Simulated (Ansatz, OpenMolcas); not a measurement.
BF (SMILES [B]F): methods side by side

BF has 2 atoms, charge 0, and is taken as a singlet. SMILES: `[B]F`. Geometry: relaxed at GFN2-xTB.

```xyz
2

B     0.0000    0.0000    0.0000
F     0.0000    0.0000    1.2444
```

Each level gives the energy change with the B1–F2 bond stretched from 1.244 to 3.111 Å (eV). The values are calculated.

| level | kind | program | value (eV) | less FCI/STO-3G | CPU time (all runs) |
| --- | --- | --- | --- | --- | --- |
| SVWN5/STO-3G (restricted) | LDA | Ansatz | 9.81 | +2.65 | 1 s |
| BLYP/STO-3G (restricted) | GGA | Ansatz | 9.09 | +1.93 | 2 s |
| revPBE/STO-3G (restricted) | GGA | Ansatz | 8.98 | +1.82 | 2.1 s |
| r2SCAN/STO-3G (restricted) | meta-GGA | OpenMolcas | 9.74 | +2.58 | 12 s |
| PBE0/STO-3G (restricted) | global hybrid | Ansatz | 10.39 | +3.23 | 1.1 s |
| wB97M-V/STO-3G (restricted) | range-separated hybrid | Ansatz | 11.04 | +3.88 | 13 s |
| MP2/STO-3G (restricted) | perturbation theory | OpenMolcas | 8.79 | +1.63 | 3 s |
| CCSDT(Q)/STO-3G (restricted) | coupled cluster or CI | Ansatz | 7.19 | +0.03 | 1.1 s |
| FCI/STO-3G | exact in the basis | Ansatz | 7.16 | 0.00 | 0.44 s |

FCI/STO-3G is exact within its basis and frozen core, so for wave-function methods in that basis the difference is their error; functionals converge differently with the basis, so for them it is only a difference. The first shape isn't each level's own minimum. The values span 7.16 to 11.04 eV. All rows use very small basis sets, so even the best lies far from the true value. Times are those of the runs behind each value, whatever else they computed, on shared processors of several kinds: orders of magnitude only.

Stretching BF costs more at every approximate level than in the full CI, but CCSDT(Q) comes within 0.03 eV of it while MP2 remains 1.63 eV too high. The main difficulty is static correlation. As the polar σ bond breaks, the singlet should approach two open-shell atoms with their unpaired electrons coupled, which takes more than one determinant. A closed-shell reference keeps those electrons paired and retains too much ionic character, raising the energy of the stretched molecule. Second-order theory repairs this only partly, whereas higher coupled-cluster excitations recover nearly all of the missing correlation.

Both hybrids lie above all four semilocal functionals, probably because exact exchange exposes the failure of the single determinant, while semilocal exchange mimics some static correlation. The ordering therefore reflects how each method handles a breaking bond, and does not rank the functionals for BF near equilibrium. Nor does the close coupled-cluster agreement at this one stretched distance establish that it would persist to full dissociation.
